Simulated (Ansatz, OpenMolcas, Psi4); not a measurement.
# C2H7NSi (SMILES NC1C[SiH2]1): the HOMO–LUMO gap, rung by rung

C2H7NSi: 11 atoms, total charge 0, spin state singlet. As SMILES, `NC1C[SiH2]1`. The coordinates come from a PBE0-D4/def2-TZVP relaxation. This is one conformer, not always the lowest.

Each level gives the HOMO–LUMO gap (eV). The values are calculated.

```json
{"level": "SVWN5/def2-SVP", "kind": "LDA", "program": "OpenMolcas", "value (eV)": "4.78"}
{"level": "BLYP/def2-SVP", "kind": "GGA", "program": "OpenMolcas", "value (eV)": "4.86"}
{"level": "M06-L/def2-SVP", "kind": "meta-GGA", "program": "OpenMolcas", "value (eV)": "5.42"}
{"level": "B3LYP/def2-SVP", "kind": "global hybrid", "program": "Ansatz", "value (eV)": "6.60"}
{"level": "CAM-B3LYP/def2-SVP", "kind": "range-separated hybrid", "program": "Ansatz", "value (eV)": "9.44"}
{"level": "CAM-B3LYP/def2-SVP (density fitting)", "kind": "range-separated hybrid", "program": "Psi4", "value (eV)": "9.44"}
{"level": "HSE06/def2-SVP", "kind": "range-separated hybrid", "program": "Ansatz", "value (eV)": "6.25"}
{"level": "PBE-QIDH/def2-SVP", "kind": "double hybrid", "program": "Ansatz", "value (eV)": "10.72"}
```

The values span 4.78 to 10.72 eV. Orbital gaps aren't excitation energies, and those of double hybrids come from the SCF part alone; they tend to grow with the share of exact exchange.

The gap depends mainly on how the functional treats exchange at long range. The label "range-separated" says little by itself: HSE06 gives 6.25 eV, below B3LYP, while CAM-B3LYP gives 9.44 eV. HSE06 removes exact exchange at large electron separation, a screening suited to solids, whereas CAM-B3LYP strengthens it there. In a small molecule with little dielectric screening, the long-range part pulls the occupied levels down and leaves the empty ones much less stabilised. M06-L, at 5.42 eV, opens the gap modestly over BLYP without any exact exchange, probably through its dependence on the kinetic-energy density.

The HOMO probably mixes the nitrogen lone pair with the strained Si–C ring bonds, and the LUMO may have Si-centred σ* character, but the gaps alone can't confirm either assignment. The matching CAM-B3LYP values show that density fitting has no visible effect here. They don't show basis-set convergence: def2-SVP lacks diffuse functions, so the empty level of this saturated molecule is probably placed too high, especially with the functionals giving the widest gaps.
